**Question: Why does stretching in two directions close the gap more than stretching in all three?**

I am comparing hybrid-functional gaps of a fluorite-type CdBr₂ cell under several strains. My working picture was that a larger cell means a smaller gap, and the two hydrostatic rows fit it. But the epitaxial row, stretched by 3 % in the plane and free to relax along the normal, loses 0.351 eV. The hydrostatic row at +2.5 % loses only 0.207 eV, although its volume grows more. What does the gap respond to, if not volume?

HSE06 band gaps of strained fluorite-type CdBr2 (Fm-3m, a = 6.941 Å unstrained), from Ansatz 0.2.0 with plane-wave PAW, a 420 eV cutoff, a 4×4×4 k mesh and no spin polarisation. Strain is per length, and gap changes are relative to the unstrained r2SCAN cell. Atoms and the epitaxial normal are relaxed with r2SCAN; uniaxial strain holds the sides fixed.

```
 strain kind  strain (%)  band gap (eV)  band gap change (eV)  least direct gap change (eV)
epitaxial xy           3          1.056                -0.351                        -0.536
 hydrostatic          -3          1.686                 0.278                         0.466
 hydrostatic         2.5          1.200                -0.207                        -0.332
uniaxial 111           1          1.381                -0.027                        -0.078
  uniaxial x           2          1.293                -0.115                        -0.176
```

**Answer**

It responds to volume and to shape, and the effect of shape sits almost wholly in the valence edge. Dividing each gap change by the volume change sorts the rows. The hydrostatic rows and the 111 row move by about 0.03 eV per percent of volume, while epitaxial xy and uniaxial x move by about 0.06 eV. The two stronger cases are those in which one cubic axis becomes different from the other two.

Volume comes first. At +2.5 % hydrostatic strain the conduction edge comes closer to the valence edge. How far each one moves depends on the level it is measured from. Against the deep Cd 4p level the conduction edge falls by 0.19 eV and the valence edge rises by 0.02 eV; against the middle of the Br 4s band both fall, by 0.46 and 0.25 eV. The orbitals suggest why the conduction edge drops, though their make-up was not computed here: the conduction minimum, at the zone centre Γ, should be an antibonding mixture of Cd 5s and Br s. Longer bonds weaken the antibonding and let the level drop, and compression raises it.

Now change the shape at constant volume. The conduction minimum is a single level that treats x, y and z alike, so to first order such a change cannot shift it. The valence top is different: in the unstrained crystal it occurs at three equivalent X points, one for each cubic axis. When one axis is stretched or shortened relative to the others, symmetry allows the three tops to separate.

The computed band edges show on which side the extra closing arises. Compared with a hydrostatically strained cell of the same volume, the epitaxial cell has its valence edge 0.19 eV higher and its conduction edge only 0.01 eV lower. Uniaxial x shows the same pattern on a smaller scale. That is what separating valence tops would produce, since the highest of them sets the gap.

Silicon offers a useful comparison. Its conduction band has six equivalent valleys, and strain along a cubic axis separates them into a pair and a group of four. Here there are three tops in the valence band, so the highest one matters rather than the lowest. The likeness ends with this counting; the orbitals and the size of the splitting are different.

Which top rises can be argued from the Br atoms, which by themselves form a simple cubic lattice. In a simple orbital picture, the top state at each X point consists of Br p orbitals pointing along that point's own axis, with lobes of opposite sign facing each other. Pushing the atoms together along this axis strengthens the antibonding and raises the state. The top belonging to a relatively shortened axis should therefore go up.

In the epitaxial cell the normal is the short axis, so one top should rise and two fall. In the uniaxial x cell the stretched axis is the long one, so one top should fall and the two sideways tops rise. The calculation does place the valence top of the uniaxial x cell on a sideways axis; for the epitaxial cell, its place on the normal is assumed from this argument. Both shapes therefore close the gap, although they distort the cell in opposite senses.

They do not close it equally. To first order, a change of shape at fixed volume leaves the average of the three tops where it was. If one top moves by two parts, the other two must each move by one part the other way. For the same difference in strain between the axes, a single rising top thus climbs twice as far as a rising pair.

This can be checked with one estimate:

1. In the epitaxial cell the plane stretches by 3.0 % and the normal shrinks by 0.6 %, a difference of 3.6 %. The gap closes by 0.20 eV more than volume explains. Since one top rises by two thirds of the splitting, the splitting constant is 0.20 / (⅔ × 0.036) ≈ 8.3 eV per unit strain; with unrounded inputs it is 8.4 eV, which is used below.
2. In the uniaxial x cell the difference is 2 %, and the upper pair rises by one third of the splitting: 8.4 × 0.02 / 3 ≈ 0.056 eV.
3. The 2 % increase in volume closes the gap by another 0.057 eV. The total is −0.113 eV, against −0.115 eV in the table.

The constant was set by the epitaxial row alone, and uniaxial x was left out of the fit as a check. Had both shapes closed the gap equally per unit of strain difference, the result would have been −0.168 eV. One matching row supports the splitting picture but does not settle it. The printed analysis after this answer gives the volume part and the remainder for every row.

The volume part rests on the two hydrostatic rows, and these differ in one respect. At −3 % the valence top lies at another point of the Brillouin zone, W, instead of X. In the unstrained crystal W is only about 0.02 eV below X, so the switch should alter the volume part very little.

The 111 row serves as a control. Stretching along the cube diagonal treats x, y and z alike, so the three X points stay equivalent and, to first order, only volume should change the indirect gap. Volume alone gives −0.029 eV, and the table has −0.027 eV. The cell is hypothetical, however, since real CdBr₂ is layered, and its stress hints that it would shear further in this direction by itself. That stress was only loosely converged, so the instability is a suspicion rather than a result.

The direct gap, taken at Γ, changes more than the indirect gap in every row. Under hydrostatic strain the likely reason is the width of the Br p band: expansion weakens the overlap between Br atoms, and the valence top at Γ comes closer to the one at X, from 0.99 eV below it at rest to 0.86 eV at +2.5 %. Changes of shape add to this, because the top at Γ is a set of three p-like states that split by the same two-to-one rule. Spin–orbit coupling, absent from these calculations, would split them even without strain. It would also split a pair of levels that lies only 0.18 eV below the top at X, so both gaps should be checked with it included.

The open question is what happens when the plane is compressed instead. At −3 % the smaller volume should open the gap by roughly 0.16 eV, while a rising pair of X tops would take back about 0.10 eV. Under compression, however, W competes with X for the valence top, and the rule for three X points does not cover it. A calculation for the compressed film would show whether it really gains far less gap than the stretched film loses, and which point then sets the edge.

Output of the analysis:

```
Indirect gap and volume:
           row  volume change in %  gap change in meV per % of volume  volume part in eV  remainder in eV
  epitaxial xy               5.418                             -64.79            -0.1491          -0.2019
   hydrostatic              -8.733                             -31.83              0.278                0
   hydrostatic               7.689                             -26.92             -0.207                0
  uniaxial 111                   1                                -27           -0.02876         0.001761
    uniaxial x                   2                              -57.5           -0.05695         -0.05805
Remainders at equal volume in eV:
           row  valence edge  conduction edge  direct gap volume part  direct gap remainder
  epitaxial xy        0.1923        -0.009587                 -0.2407               -0.2953
   hydrostatic             0                0                   0.466                     0
   hydrostatic             0                0                  -0.332                     0
  uniaxial 111     -0.000213         0.001728                -0.04698              -0.03102
    uniaxial x       0.05493         -0.00302                -0.09277              -0.08323
Unstrained gap in eV: 1.408
Splitting constant of the X valence tops from the epitaxial row in eV: 8.432
Uniaxial x gap change predicted with split X points in eV: -0.1126
Uniaxial x gap change predicted with equal closure per strain in eV: -0.1683
Splitting constant of the valence triplet at Gamma from the epitaxial row in eV: 12.33
Uniaxial x direct gap change predicted in eV: -0.1742
Conduction edge against Cd 4p at +2.5 % hydrostatic in eV: -0.1863
Valence edge at X against Cd 4p at +2.5 % hydrostatic in eV: 0.02083
Two thirds of the Gamma triplet splitting under 111 strain in eV: 0.03324
```
